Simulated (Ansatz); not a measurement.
# Co: Berry curvature against the Fermi level, calculated with Ansatz

Space group P6_3/mmc (No. 194), 2 atoms in the cell of the first input below: a = 2.510 Å, b = 2.510 Å, c = 4.071 Å, α = 90.00°, β = 90.00°, γ = 120.00°.

The cell was built from a prototype of a structure type listed for this element, at its measured volume, taken without relaxation (pressure -5.2 GPa with this functional, without spin–orbit coupling). Functional: PBE.

Spin up, the majority, lies along +z, so the magnetisation points along −z and signs are opposite to those quoted for a magnetisation along +z. Input of the Wannier step:

```yaml
crystal:
  lattice:
    - [2.5100012721, 0.0, 0.0]
    - [-1.255000636, 2.1737248651, 0.0]
    - [0.0, 0.0, 4.0712220633]
  atoms:
    - { symbol: Co, position: [0.3333333333, 0.6666666667, 0.75], spin: 1.77, spin_axis: [0.0, 0.0, 1.0] }
    - { symbol: Co, position: [0.6666666667, 0.3333333333, 0.25], spin: 1.77, spin_axis: [0.0, 0.0, 1.0] }
  symmetry: { detect: false, analysis: as_solved }
basis:
  ecutwfc: 420
  ecutrho_ratio: 4
kpoints:
  mp_grid: { grid: [10, 10, 6] }
hamiltonian:
  xc: pbe
scf:
  occupations: { method: gaussian, width: 0.05 }
  lower_state_search: "off"
  n_extra_bands: 52
output:
  forces: true
  stress: true
  eigenvalues: true
  populations: true
  wannier:
    kmesh: [8, 8, 4]
    projections:
      - { site: 0, l: s, shell: 4 }
      - { site: 0, l: p, shell: 4 }
      - { site: 0, l: d, shell: 3 }
      - { site: 1, l: s, shell: 4 }
      - { site: 1, l: p, shell: 4 }
      - { site: 1, l: d, shell: 3 }
    minimise: true
    conv_tol: 1.0e-06
    disentanglement:
      window: [4.697, 61.197]
      frozen_window: [9.197, 19.697]
      conv_tol: 1.0e-08
    ahc:
      kmesh: [32, 32, 16]
      sigma_tolerance_s_per_cm: 15.0
      fermi_levels: [17.9971, 18.0971, 18.1971, 18.2971, 18.3971]
magnetization:
  noncollinear: true
  spin_orbit: true
checkpoint:
  read: start.run
  write: ck
  compress: false
  write_wavefunctions: false
  write_every: 100000
```

```bash
ansatz run input.yaml --threads 8 --pin off --max-ram 16384MiB --backend cpu --events-out ev --progress --plain --runs-dir out
```

start.run is the saved state of an earlier run of the same cell.

Time: 2.8 min on 8 threads of Intel(R) Xeon(R) 6975P-C (Granite Rapids), with other jobs on the host, peak memory 2.4 GiB.

Q: How large is σ_xy nearest the Fermi level, and how far do rigid shifts from -0.17 to 0.23 eV move it?

A: -469 S/cm (the program's sign) at 0.031 eV from this run's Fermi level; over the shifts it runs from -570 to -469 S/cm.

| shift (eV) | σ_yz | σ_zx | σ_xy (S/cm) | larger of the sampling and near-crossing errors |
| --- | --- | --- | --- | --- |
| -0.169 | -3 | 9 | -570 | 15 |
| -0.069 | -7 | -5 | -497 | 15 |
| 0.031 | -1 | -11 | -469 | 15 |
| 0.131 | -4 | 5 | -470 | 15 |
| 0.231 | 9 | -4 | -477 | 15 |

Cell spin moment 3.33 μB in this run and 3.18 μB in the scalar-relativistic run on the 16×16×8 mesh. σ changes sign with the magnetisation. Symmetry was switched off, so components that the crystal's symmetry forbids show the noise of the model.

Caveats: coarse Wannier mesh, not compared with a finer one; parallel moments were imposed and no other order was compared; the ferromagnetic state is metallic at this level, and the k-mesh was not tested.

The anomalous Hall conductivity is sizeable and keeps its sign throughout the range. Its magnitude falls from 570 to 469 S/cm as the level rises towards the Fermi energy, then stays flat within the error. Reversed to a magnetisation along +z, the sign is positive, and both sign and size fit the established picture of hcp cobalt.

The response arises where spin–orbit coupling mixes and splits nearly degenerate bands, with large Berry curvature when the Fermi level separates the partners. Because the majority d band of cobalt is essentially full, minority d states probably dominate. The steeper change at negative shifts suggests that such split bands are crossed there, while the plateau may reflect either few crossings or cancellation between them.

The larger spin moment in this run may come from the coarser mesh or from spin–orbit coupling; a changed exchange splitting would move the minority bands in a way no rigid shift reproduces. Impurity scattering, through skew scattering and side jump, also contributes to a measured Hall conductivity and lies outside this intrinsic value.
